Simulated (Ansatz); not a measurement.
**How methods differ on SiH2O2 (SMILES O[Si]O)**

SiH2O2 has 5 atoms, charge 0, and is taken as a singlet. SMILES: `O[Si]O`. Geometry: relaxed at PBE0-D4/def2-TZVP. This is one conformer, not always the lowest.

```xyz
5

O    -1.4432   -0.1056   -0.2750
Si   -0.2120   -0.7913    0.5677
O     1.0360    0.1875    0.0686
H    -1.2319    0.6489   -0.8361
H     1.9011   -0.0131    0.4334
```

Quantity: the energy change with the Si2–O3 bond stretched from 1.663 to 2.494 Å, in eV. The values are calculated.

```csv
level,kind,program,value (eV),CPU time (all runs)
HF/STO-3G (restricted),Hartree–Fock,Ansatz,4.83,0.21 s
SVWN5/STO-3G (restricted),LDA,Ansatz,3.55,1.4 s
BLYP/STO-3G (restricted),GGA,Ansatz,3.06,2.4 s
PBE/STO-3G (restricted),GGA,Ansatz,3.18,2.7 s
revPBE/STO-3G (restricted),GGA,Ansatz,3.05,2.4 s
r2SCAN/STO-3G (restricted),meta-GGA,Ansatz,3.47,5.5 s
B3LYP/STO-3G (restricted),global hybrid,Ansatz,3.58,2.2 s
BHLYP/STO-3G (restricted),global hybrid,Ansatz,4.19,2.2 s
PBE0/STO-3G (restricted),global hybrid,Ansatz,3.78,2.1 s
r2SCAN0/STO-3G (restricted),hybrid meta-GGA,Ansatz,3.95,5.4 s
```

The first shape isn't each level's own minimum. The values span 3.05 to 4.83 eV. All rows use very small basis sets, so none should be taken for the real molecule's value. CPU times are rough (shared hosts, several kinds of processor and program).

Stretching the Si–O bond is costly at every level, as expected for a strong, polar σ bond reinforced by donation from an oxygen lone pair into the formally empty 3p orbital of the silylene centre. Both contributions weaken as the overlap falls.

The cost rises with the share of exact exchange within each related set: from BLYP (3.06 eV) through B3LYP and BHLYP to Hartree–Fock (4.83 eV), and likewise from PBE to PBE0 and from r2SCAN to r2SCAN0. This probably reflects left-right correlation in the stretched bond, which semilocal exchange partly mimics and a restricted Hartree–Fock determinant lacks. Exact exchange doesn't order the whole table, however: SVWN5, which has none, lies above the GGAs and r2SCAN and almost level with B3LYP.

The spread therefore shows how sensitive this stretch is to the functional, not which functional is most accurate, and a single stretched point gives neither a dissociation energy nor the preferred way for the bond to break.
